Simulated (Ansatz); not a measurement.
# Se: energy change per atom and pressure against volume scale

Results calculated with Ansatz 0.2.0, not measured. Plane-wave DFT, scalar-relativistic PAW made under PBE with cores redone for the functional, no dispersion; the given relaxed cell is scaled uniformly, energy at zero smearing counts from the unscaled cell, pressure at the given Fermi-Dirac smearing is positive in compression.

The cell before it is scaled or strained (space group Im-3m, No. 229):
```
cell vectors (Å)
  -1.6785     1.6785     1.6785
   1.6785    -1.6785     1.6785
   1.6785     1.6785    -1.6785
atoms (fractions of the cell vectors)
Se  0.00000  0.00000  0.00000
```

Settings of every row: spin polarised no; functional LDA; wave cutoff 420 eV; smearing width 0.1 eV; k mesh 15x15x15.

Atom starting moment: 0 on all atoms.

Limits: the cell comes from a prototype or a list of computed structures and needn't be the stable phase.

| row | volume scale | V (Å³/atom) | energy change per atom (meV) | pressure (GPa) |
| --- | --- | --- | --- | --- |
| 1 | 0.88 | 16.646 | 101.04 | 15.74 |
| 2 | 0.92 | 17.403 | 42.65 | 9.47 |
| 3 | 0.96 | 18.159 | 10.72 | 4.44 |
| 4 | 1.04 | 19.672 | ? | ? |
| 5 | 1.08 | 20.429 | 26.45 | -5.48 |
| 6 | 1.12 | 21.186 | 57.69 | -7.59 |

Question: what energy change per atom and pressure should row 4 give?

Worked fit of energy change per atom. Take u = (V_r/V)^(2/3) − 1 with V_r = 18.159 Å³ an atom, which is twice the finite (Eulerian) strain; such expansions in the strain, on which the Birch-Murnaghan equation of state is built, carry the rest volume and the bulk modulus. The shown rows have u = 0.05971, 0.02875, 0, -0.07552, -0.09768. Least squares give energy change per atom = 10.76 + 753.4 × u + 12659.6 × u² meV; a straight line predicts inner rows, each left out in turn, worse (root mean square 33 against 0.44 meV). The rows lie off it by 0.16, -0.23, -0.04, 0.39, -0.27 (root mean square 0.25 meV). The withheld row has u = -0.05196, so the fit gives 10.76 + 753.4 × (-0.05196) + 12659.6 × (-0.05196)² = 5.79 meV.

The calculation gave 6.34 meV. The fit lies 0.55 meV (8.7 % of the value, 0.58 % of the column's range) below it; its largest miss of a shown row is 0.39 meV.

Worked fit of pressure. Take u = (V_r/V)^(2/3) − 1 with V_r = 18.159 Å³ an atom, which is twice the finite (Eulerian) strain; such expansions in the strain, on which the Birch-Murnaghan equation of state is built, carry the rest volume and the bulk modulus. The shown rows have u = 0.05971, 0.02875, 0, -0.07552, -0.09768. Least squares give pressure = 4.446 + 163.77 × u + 419 × u² GPa; a straight line predicts inner rows, each left out in turn, worse (root mean square 1.1 against 0.059 GPa). The rows lie off it by 0.02, -0.03, -0.01, 0.05, -0.04 (root mean square 0.033 GPa). The pressure vanishes at u = -0.0294, or V = 18.99 Å³ an atom, and there the bulk modulus at fixed shape and fractions is B = −V dP/dV = (2/3)(1 + u) dP/du = 90.1 GPa. The withheld row has u = -0.05196, so the fit gives 4.446 + 163.77 × (-0.05196) + 419 × (-0.05196)² = -2.93 GPa.

The calculation gave -2.86 GPa. The fit lies 0.07 GPa (2.4 % of the value, 0.3 % of the column's range) below it; its largest miss of a shown row is 0.05 GPa.
